**Method error and basis error in the atomization energy of triplet GeH2**

The table holds the error of the atomization energy of triplet GeH2 against a best estimate at the basis limit, for HF, MP2, coupled cluster up to CCSDT(Q) and AFQMC in aug-cc-pVDZ, and for HF, MP2 and CCSD(T) at the limit (UHF determinant, frozen core including Ge 3d, no relativity). The program splits each error into a method part, a Hartree–Fock basis shift and a correlation basis shift, and uses molecular energies of the same runs to infer the atomic share by subtraction. It tests whether missing excitations explain the plateau near −334 meV, and whether the MP2 basis shift carries over to CCSD(T) additively, as a fixed fraction, or by scaling the total. Excitations beyond CCSD(T) give 9 meV, while the basis shift of CCSD(T) is 335 meV, 76 % of it in correlation. The additive form misses that shift by −16 meV and the fixed fraction by +32 meV; scaling the total misses by −4 meV but fails on HF by +179 meV. The apparent advantage of phaseless AFQMC with a Hartree–Fock trial is an overbinding of 50 ± 20 meV in its own basis, which subtraction places in the atoms if the row rests on the molecular run used here.

Calculated values. Ansatz 0.2.0 and AFQMC afq 1 (own program): atomization energy of neutral triplet GeH$_2$ at the PBE0/def2-TZVP geometry, with a UHF determinant for the molecule. Rows not marked CBS use aug-cc-pVDZ; the Ge core including 3d is frozen and relativity is omitted. The reference level for the best estimate is CCSDT(Q).

## Numerical check

```python
# Table: atomization energy of triplet GeH2, error (meV) of each level against the best estimate
# (Ansatz 0.2.0 and own AFQMC; aug-cc-pVDZ rows and basis-limit rows; UHF, frozen core with 3d).
# Tested: error = method error + HF basis shift + correlation basis shift; whether missing
# excitations explain the plateau; additive against proportional transfer of the MP2 shift.
T = {
    'row_level': ['HF', 'MP2', 'CCSD', 'CCSD(T)', 'CCSDT', 'CCSDT(Q)', 'ph-AFQMC/HF', 'ph-AFQMC/CISD', 'released AFQMC', 'HF/CBS', 'MP2/CBS', 'CCSD(T)/CBS'],
    'row_error': [-1369.0, -515.0, -374.0, -343.0, -334.0, -334.0, -284.0, -333.0, -333.0, -1288.0, -196.0, -8.0],  # meV
    'row_noise': [0.0, 0.0, 0.0, 0.0, 0.0, 0.0, 20.0, 1.0, 1.0, 0.0, 0.0, 0.0],  # meV
}
import numpy as np
e = dict(zip(T['row_level'], T['row_error']))
s = dict(zip(T['row_level'], T['row_noise']))
best = 5141.0  # meV, best estimate from the caption
# molecular energies (eV), further outputs of the same runs; last entry is free projection
mol = {'HF': -56502.5399, 'MP2': -56504.52, 'CCSD': -56505.109, 'CCSD(T)': -56505.1663,
       'CCSDT': -56505.1837, 'CCSDT(Q)': -56505.185, 'ph-AFQMC/HF': -56505.1726,
       'ph-AFQMC/CISD': -56505.1836, 'released AFQMC': -56505.1847}
fci, rel_last, s_phhf = -56505.1851, -56505.1856, 16.956  # same runs: eV, eV, meV
ss, os_ = -0.33463, -1.645555  # same runs: MP2 same-spin, opposite-spin in the molecule, eV
dy, dz = 0.75 + 0.02, 1.33     # same runs: geometry, angstrom
q = 'CCSDT(Q)'
print(f"geometry: Ge-H {np.hypot(dy, dz):.2f} A, angle {2*np.degrees(np.arctan2(dz, dy)):.0f} deg")
print("rounding: one entry 0.5 meV, a difference 1 meV, a double difference 2 meV")
print("aug-cc-pVDZ, meV against CCSDT(Q): binding, noise, molecule, atoms (by subtraction); De eV")
for k in mol:
    d, m = e[k] - e[q], 1000*(mol[k] - mol[q])
    print(f"  {k:15s} {d:7.0f} {s[k]:4.0f} {m:8.1f} {d+m:7.0f}   {(best+e[k])/1000:.3f}")
print("  (released row set against free projection; last release energy is "
      f"{1000*(rel_last-mol[q]):+.1f} meV)")
print(f"full CI less CCSDT(Q), molecule: {1000*(fci-mol[q]):+.1f} meV")
lad = ['HF', 'MP2', 'CCSD', 'CCSD(T)', 'CCSDT', q]
print("ladder steps meV: " + ", ".join(f"to {b} {e[b]-e[a]:.0f}" for a, b in zip(lad, lad[1:])))
tail = e[q] - e['CCSD(T)']
print(f"beyond CCSD(T): {tail:.0f} meV = {100*tail/-e['CCSD(T)']:.1f} % of its gap; left {-e[q]:.0f} meV"
      f" = {100*-e[q]/best:.1f} % of De")
sh = {k: e[k+'/CBS'] - e[k] for k in ('HF', 'MP2', 'CCSD(T)')}
print("basis shift meV, correlation part meV, De(DZ)/De(limit):")
for k in sh:
    print(f"  {k:8s} {sh[k]:5.0f} {sh[k]-sh['HF']:5.0f}  {(best+e[k])/(best+e[k+'/CBS']):.4f}")
c = sh['CCSD(T)'] - sh['HF']
print(f"CCSD(T) shift shares: HF {100*sh['HF']/sh['CCSD(T)']:.0f} %, correlation "
      f"{100*c/sh['CCSD(T)']:.0f} %; correlation part per bond {c/2:.0f} meV")
cd = {k: e[k] - e['HF'] for k in ('MP2', 'CCSD(T)')}
cl = {k: e[k+'/CBS'] - e['HF/CBS'] for k in cd}
for k in cd:
    print(f"correlation binding {k}: DZ {cd[k]:.0f}, limit {cl[k]:.0f} meV, kept {100*cd[k]/cl[k]:.1f} %")
pd, pl = cd['CCSD(T)'] - cd['MP2'], cl['CCSD(T)'] - cl['MP2']
print(f"MP2 to CCSD(T) step: DZ {pd:.0f}, limit {pl:.0f} meV, kept {100*pd/pl:.1f} %")
add = sh['MP2']
pro = sh['HF'] + cd['CCSD(T)']*(cl['MP2']/cd['MP2'] - 1)
r = (best + e['MP2/CBS'])/(best + e['MP2']) - 1
print(f"CCSD(T) basis shift predicted from MP2 (table {sh['CCSD(T)']:.0f} meV):")
for n, v in (('additive', add), ('fixed fraction', pro), ('scaled total De', r*(best+e['CCSD(T)']))):
    print(f"  {n:16s} {v:5.0f} meV, misfit {v-sh['CCSD(T)']:+.0f} meV")
hs = r*(best + e['HF'])
print(f"worst case, scaled total De on HF: {hs:.0f} against {sh['HF']:.0f}, misfit {hs-sh['HF']:+.0f} meV")
for k in sh:
    print(f"method error {k}: DZ {e[k]-e[q]:.0f}, limit {e[k+'/CBS']:.0f}, "
          f"change {e[k+'/CBS']-e[k]+e[q]:+.0f} meV")
print(f"limit correlation binding: {-e['HF/CBS']:.0f} meV = {100*-e['HF/CBS']/best:.0f} % of De, "
      f"{-e['HF/CBS']/2:.0f} meV per bond")
k = 'ph-AFQMC/HF'
d, m, sa = e[k] - e[q], 1000*(mol[k] - fci), np.sqrt(s[k]**2 - s_phhf**2)
print(f"ph-AFQMC/HF: binding {d:+.0f} meV = {d/s[k]:.1f} standard errors")
print(f"  molecule {m:+.0f} +- {s_phhf:.0f} meV over full CI; implied noise of atoms {sa:.0f} meV")
print(f"opposite-spin pairs: molecule {4*2}, Ge 3P {3*1}; share of molecular MP2 {100*os_/(os_+ss):.0f} %")
assert all(e[a] <= e[b] for a, b in zip(lad, lad[1:]))
assert tail < 0.1*abs(e[q])
assert c > 2*sh['HF'] > 0
assert add < sh['CCSD(T)'] < pro
```

Running it gives:

```
geometry: Ge-H 1.54 A, angle 120 deg
rounding: one entry 0.5 meV, a difference 1 meV, a double difference 2 meV
aug-cc-pVDZ, meV against CCSDT(Q): binding, noise, molecule, atoms (by subtraction); De eV
  HF                -1035    0   2645.1    1610   3.772
  MP2                -181    0    665.0     484   4.626
  CCSD                -40    0     76.0      36   4.767
  CCSD(T)              -9    0     18.7      10   4.798
  CCSDT                 0    0      1.3       1   4.807
  CCSDT(Q)              0    0      0.0       0   4.807
  ph-AFQMC/HF          50   20     12.4      62   4.857
  ph-AFQMC/CISD         1    1      1.4       2   4.808
  released AFQMC        1    1      0.3       1   4.808
  (released row set against free projection; last release energy is -0.6 meV)
full CI less CCSDT(Q), molecule: -0.1 meV
ladder steps meV: to MP2 854, to CCSD 141, to CCSD(T) 31, to CCSDT 9, to CCSDT(Q) 0
beyond CCSD(T): 9 meV = 2.6 % of its gap; left 334 meV = 6.5 % of De
basis shift meV, correlation part meV, De(DZ)/De(limit):
  HF          81     0  0.9790
  MP2        319   238  0.9355
  CCSD(T)    335   254  0.9347
CCSD(T) shift shares: HF 24 %, correlation 76 %; correlation part per bond 127 meV
correlation binding MP2: DZ 854, limit 1092 meV, kept 78.2 %
correlation binding CCSD(T): DZ 1026, limit 1280 meV, kept 80.2 %
MP2 to CCSD(T) step: DZ 172, limit 188 meV, kept 91.5 %
CCSD(T) basis shift predicted from MP2 (table 335 meV):
  additive           319 meV, misfit -16 meV
  fixed fraction     367 meV, misfit +32 meV
  scaled total De    331 meV, misfit -4 meV
worst case, scaled total De on HF: 260 against 81, misfit +179 meV
method error HF: DZ -1035, limit -1288, change -253 meV
method error MP2: DZ -181, limit -196, change -15 meV
method error CCSD(T): DZ -9, limit -8, change +1 meV
limit correlation binding: 1288 meV = 25 % of De, 644 meV per bond
ph-AFQMC/HF: binding +50 meV = 2.5 standard errors
  molecule +13 +- 17 meV over full CI; implied noise of atoms 11 meV
opposite-spin pairs: molecule 8, Ge 3P 3; share of molecular MP2 83 %
```
